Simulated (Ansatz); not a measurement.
## From Ge(CH3)4 to GeCl4: predicting a member

On one Ge centre, n of the CH3 ligands are replaced by Cl. The atomisation energy (no zero-point term) y in kJ/mol at CCSD(T)/def2-TZVPP. Shapes, held fixed at every level: PBE0-D4/def2-TZVP. Programs: Ansatz 0.2.0.

```
  molecule  n  y (kJ/mol)
  Ge(CH3)4  0        6193
Ge(CH3)3Cl  1        5011
Ge(CH3)Cl3  3           ?
     GeCl4  4        1358
```

Fit y = c + s·n to the known rows and predict Ge(CH3)Cl3.


1. Means of the 3 rows: n = 1.66667, y = 4187.3.
2. Σ(Δn)² = 8.6667, Σ(Δn·Δy) = -10494, so the slope is -10494/8.6667 = -1210.8.
3. Intercept: 4187.3 − (-1210.8) × 1.66667 = 6205.3. The largest residual of the fit is 16.
4. Ge(CH3)Cl3: 6205.3 + (-1210.8) × 3 = 2573 kJ/mol.

The run gave 2595 kJ/mol, so the prediction is off by -22 kJ/mol, about the scatter of the fit. The steps per swap are -1182, -1208, -1237 kJ/mol. The slope is the difference between a Ge–Cl and a Ge–CH3 bond with the ligands’ own bonds. Other levels give for Ge(CH3)Cl3: BHLYP-D4/def2-TZVPP 2567; wB97M-V/def2-TZVPP 2658; MP2/def2-TZVPP 2664 kJ/mol. Spin-orbit coupling of the free atoms (CH3 0, Cl 4 kJ/mol each; the atoms kept shift only the intercept) is left out. Relativity is left out for Ge unless named. Correlated rows may include outer-core shells of Ge, which these sets cover unevenly.

The steep fall in atomisation energy doesn't mean that chlorine binds germanium weakly. Each swap removes a methyl group with its three strong C–H bonds, and the stronger, more polar Ge–Cl bond recovers only a small part of that loss. Near-additivity follows because the ligands' internal bonds change little along the series.

The remaining deviation is systematic rather than random: the steps grow from -1182 to -1237 kJ/mol, so both mixed molecules lie above a straight line between the end members, and the fit underestimates Ge(CH3)Cl3. In electronic energy, redistribution of Ge(CH3)4 and GeCl4 into the mixed chlorides is therefore favourable, in line with known organogermanium chemistry. The probable reason is that electron-releasing methyl groups support the polar Ge–Cl bonds, while additional chlorines compete for the same germanium electron density.

The methods differ by more than the prediction error, so the fit supports interpolation within one level better than it does an absolute atomisation energy. The closeness of the BHLYP value to the prediction is no independent confirmation.
